## Random mixing in (Fe,Cr)₁(C,Va)₃: the Cr–C correlation

### Where the assumption enters

Let $x=y'_{\rm Cr}$ and $y=y''_{\rm C}$ be the site fractions on the metal sublattice (1 site per formula unit) and the octahedral sublattice (3 sites). All molar quantities refer to a mole of formula units unless stated otherwise. The number of arrangements at fixed $x$ and $y$ is a product of one binomial coefficient per sublattice. If all arrangements are equally probable, Stirling's formula gives

$$S_0=-R\,[x\ln x+(1-x)\ln(1-x)]-3R\,[y\ln y+(1-y)\ln(1-y)].$$

Vacancies are not atoms, so the mole fractions are

$$x_{\rm Cr}=\frac{x}{1+3y},\qquad x_{\rm C}=\frac{3y}{1+3y}.$$

Two independent site fractions map onto two independent mole fractions with Jacobian $3/(1+3y)^3\neq0$, which leaves no internal degree of freedom. The map is bookkeeping and holds for any arrangement. The assumption enters only through the equal probabilities, which imply that a neighbouring metal–interstitial pair is Cr–C with probability $xy$.

### The first correction

Let $c_i=1$ for Cr on metal site $i$ and $n_j=1$ for C on interstitial site $j$, both zero otherwise. An octahedral site of the bcc lattice has two metal neighbours at $a/2$ and four at $a/\sqrt2$. We give these $z=6$ neighbours one exchange energy, $\varepsilon=e_{\rm CrC}+e_{\rm FeVa}-e_{\rm FeC}-e_{\rm CrVa}$, negative for Cr–C attraction. There are $Z=3z=18$ pairs per formula unit, and

$$E=\varepsilon\sum_{\langle ij\rangle}c_in_j+\text{terms fixed by composition}.$$

With $\langle\cdot\rangle_0$ the average over equally weighted arrangements and $\beta=1/k_BT$,

$$G=-TS_0-k_BT\ln\langle e^{-\beta E}\rangle_0=-TS_0+\langle E\rangle_0-\tfrac{\beta}{2}\,{\rm Var}_0(E)+\dots$$

Stopping at $\langle E\rangle_0$ is the random-mixing model. Its term $\Delta\,xy$ contains the reciprocal-reaction energy of the end members, $\Delta=G_{\rm Cr:C}+G_{\rm Fe:Va}-G_{\rm Fe:C}-G_{\rm Cr:Va}=ZN_A\varepsilon$.

For the variance write $c_i=x+\delta c_i$ and $n_j=y+\delta n_j$. The terms linear in $\delta c$ or $\delta n$ sum to zero at fixed composition, since all sites of a sublattice have the same coordination. What fluctuates is $\varepsilon\sum\delta c_i\delta n_j$. Each pair contributes $\langle\delta c^2\rangle_0\langle\delta n^2\rangle_0=x(1-x)y(1-y)$. Cross terms between different pairs are not extensive: correlations between distinct sites are of order $1/N$ for $N$ formula units, so the $O(N)$ terms sharing a site and the $O(N^2)$ terms sharing none each add $O(1)$. Hence

$$\delta G=L\,x(1-x)\,y(1-y),\qquad L=-\frac{ZN_A\varepsilon^2}{2k_BT}=-\frac{\Delta^2}{2ZRT},$$

$$\delta S=-\frac{\partial\,\delta G}{\partial T}=\frac{\delta G}{T},\qquad \delta H=2\,\delta G .$$

The correction has the form of the reciprocal parameter $L_{\rm Fe,Cr:C,Va}$ and lowers the entropy for either sign of $\varepsilon$. With separate energies for the two shells, $z\varepsilon^2$ becomes $2\varepsilon_1^2+4\varepsilon_2^2$. Behind it stands a new internal variable, $\eta=P_{\rm CrC}-xy$. First-order response of $\langle\delta c_i\delta n_j\rangle$ gives its equilibrium value, $\eta=-x(1-x)y(1-y)\,u$ with $u=\varepsilon/k_BT$.

For dilute carbon the series can be summed. An isolated C atom has $k$ Cr neighbours with binomial probability, so $\langle e^{-ku}\rangle_0=Q^z$ with $Q=1-x+xe^{-u}$. Per mole of carbon, relative to random mixing,

$$\delta\mu_{\rm C}=-zRT\,(\ln Q+xu),\qquad \delta s_{\rm C}=-zR\left[p\ln\frac px+(1-p)\ln\frac{1-p}{1-x}\right],$$

where $p=xe^{-u}/Q$ is the Cr fraction next to carbon. Expansion gives

$$\frac{\delta\mu_{\rm C}}{RT}=-\tfrac z2\,x(1-x)\,u^2\left[1-\tfrac13(1-2x)\,u+\dots\right],$$

whose leading term equals $\tfrac13\,\partial\,\delta G/\partial y$ at $y=0$, divided by $RT$. At that order $\delta s_{\rm C}=\delta\mu_{\rm C}/T$.

### Size in ferrite

Take $T=1000$ K, $x=0.10$ and $3y=10^{-3}$, so $y=3.33\times10^{-4}$, $x_{\rm C}=9.99\times10^{-4}$ and $x_{\rm Cr}=0.0999$. This carbon content is near the approximate solubility limit in binary ferrite, and chromium carbides lower that limit. The metal and interstitial parts of $S_0$ are 2.703 and 0.0749 J mol⁻¹ K⁻¹. For $|\varepsilon|$ we take 0.05 and 0.10 eV as approximate inputs, typical of solute–carbon pair energies, and leave the sign open. The last column is the factor $e^{\delta\mu_{\rm C}/RT}$ on the carbon activity.

| $\varepsilon$ (eV) | $u$ | $p$ | $\delta s_{\rm C}/R$, 2nd order | $\delta s_{\rm C}/R$, summed | $\delta\mu_{\rm C}$ (kJ/mol C), 2nd order | $\delta\mu_{\rm C}$, summed | activity factor |
|---|---|---|---|---|---|---|---|
| $-0.10$ | $-1.16$ | 0.262 | $-0.36$ | $-0.63$ | $-3.0$ | $-4.1$ | 0.61 |
| $-0.05$ | $-0.58$ | 0.166 | $-0.091$ | $-0.12$ | $-0.76$ | $-0.88$ | 0.90 |
| $+0.05$ | 0.58 | 0.059 | $-0.091$ | $-0.066$ | $-0.76$ | $-0.65$ | 0.92 |
| $+0.10$ | 1.16 | 0.034 | $-0.36$ | $-0.19$ | $-3.0$ | $-2.2$ | 0.76 |

For $\varepsilon=-0.10$ eV, $\Delta=-174$ kJ/mol and $L=-101$ kJ/mol. The entropy per formula unit changes by $-0.0030$ J mol⁻¹ K⁻¹ at second order and by $-0.0053$ when summed. The summed value is 7 % of the interstitial entropy and 0.2 % of $S_0$. The entropy formula is therefore accurate as a total, while the carbon activity, which controls carbide equilibria, is multiplied by 0.6 to 0.9. At $|u|\approx1$ the second-order term fixes the sign and the order of magnitude only.

### Neglected terms

**Fe–Cr order.** For a nearest-neighbour regular solution with parameter $\Omega$ and $z'=8$, an unlike pair costs $W=\Omega/(z'N_A)$ and the fluctuating energy is $-2W\sum\delta c_i\delta c_j$ over $z'/2$ pairs per atom. The same cumulant gives $\delta S=-\Omega^2x^2(1-x)^2/(z'RT^2)$ and a pair correlation $\alpha=\langle\delta c_i\delta c_j\rangle/x(1-x)=2x(1-x)\,\Omega/(z'RT)$. A typical $\Omega\approx20$ kJ/mol, used here for scale only, yields $\delta S=-0.049$ J mol⁻¹ K⁻¹, about 9 times the summed Cr–C term at $\varepsilon=-0.10$ eV, and $\alpha=0.054$. This entropy does not depend on $y$, so it reaches $\mu_{\rm C}$ only through the statistics of $k$. The octahedron holds 8 nearest-neighbour metal pairs, each joining an atom at $a/2$ to one at $a/\sqrt2$. The variance of $k$ becomes $x(1-x)(6+16\alpha)$, and the second-order $\delta\mu_{\rm C}$ grows in magnitude by 14 %. The second figure of the tabulated corrections is uncertain at this level.

**C–C repulsion.** If a carbon atom blocks its $b=12$ nearest interstitial sites (4 at $a/2$, 8 at $a/\sqrt2$), the fraction of sites closed to a further atom is $by$, and $\delta\mu_{\rm C}=+RT\,by=0.033$ kJ/mol, which is negligible here.

**Magnetism.** The measured Curie temperature of bcc Fe is 1043 K (as listed by Marian Arale Brännvall 2024), so 1000 K lies where magnetic order changes quickly, and $\varepsilon$ is a temperature-dependent free energy. The expression for $\delta G$ holds with $\varepsilon(T)$ and the configurational part of the entropy is unchanged, but $-\partial\,\delta G/\partial T$ acquires the factor $1-2\,d\ln|\varepsilon|/d\ln T$. The added part equals the configurational one in magnitude once $|d\ln|\varepsilon|/d\ln T|$ reaches $\tfrac12$.